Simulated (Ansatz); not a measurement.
**Calibrating MP2/def2-SVP on Al-containing molecules**

The atomisation energy (no zero-point term) in kJ/mol of 6 Al-containing molecules: x at MP2/def2-SVP, y at CCSD(T)/CBS estimate. Shapes, held fixed at every level: PBE0-D4/def2-TZVP. Flexible molecules stand in one conformer, not always the lowest. Programs: Ansatz 0.2.0.

| molecule | x (kJ/mol) | y (kJ/mol) |
| --- | --- | --- |
| Al(OH)3(OH2) | 3674 | 3887 |
| C2H10AlN (SMILES C[NH+](C)[AlH3-]) | 4449 | 4687 |
| C2H8Al2Cl2 (SMILES [CH3][AlH-]1[Cl+][AlH-]([CH3])[Cl+]1) | 4570 | 4777 |
| Al(CH3)3(SH2) | 5259 | 5538 |
| C4H11AlN2 (SMILES CC1=[N+](C)[AlH2-][N]1C) | 6616 | ? |
| C4H12Al2F2 (SMILES C[CH2][AlH-]1[F+][AlH-]([CH2]C)[F+]1) | 7347 | 7589 |

Problem. Fit y = c + s·x to the known rows and predict y for C4H11AlN2.

Solution. 
1. Means of the 5 rows: x = 5059.80, y = 5295.6.
2. Σ(Δx)² = 7804387, Σ(Δx·Δy) = 7871532, so the slope is 7871532/7804387 = 1.0086.
3. Intercept: 5295.6 − (1.0086) × 5059.80 = 192.3. The largest residual of the fit is 41.
4. C4H11AlN2: 192.3 + 1.0086 × 6616 = 6865 kJ/mol.

CCSD(T)/CBS estimate gives 6875 kJ/mol, so the prediction is off by -10 kJ/mol, within the largest residual. Uncorrected, MP2/def2-SVP misses C4H11AlN2 by -259 kJ/mol, and the other rows by 236 on average. The line removes about 95 % of this miss, partly by chance. Left out in turn, the other rows are missed by 44 kJ/mol on average. The CBS estimate extrapolates MP2 from def2-TZVPP and def2-QZVPP and adds CCSD(T) − MP2 in the triple-zeta set, cores frozen.

MP2/def2-SVP underbinds every molecule here, and by a similar amount across a wide range of atomisation energies. The correction is therefore mostly an offset, with a slope close to one. The main cause is probably the small basis: atomisation energies depend on the extra correlation of electron pairs formed on bonding, and a double-zeta set with few polarisation functions recovers too little of it. The missing higher-order correlation also contributes, with a sign that depends on the bonding, and the two errors are not separated here.

The deficit does not simply follow total energy. It is largest among the fitted rows for Al(CH3)3(SH2), not for the more strongly bound C4H12Al2F2, which suggests that the number and kind of bonds matter more than the total. The intercept of 192.3 kJ/mol is likewise no physical constant, since the error must vanish for separated atoms. The line can thus serve as a rough interpolation among molecules of similar size and composition, but it should fail for small species such as aluminium monohydride.
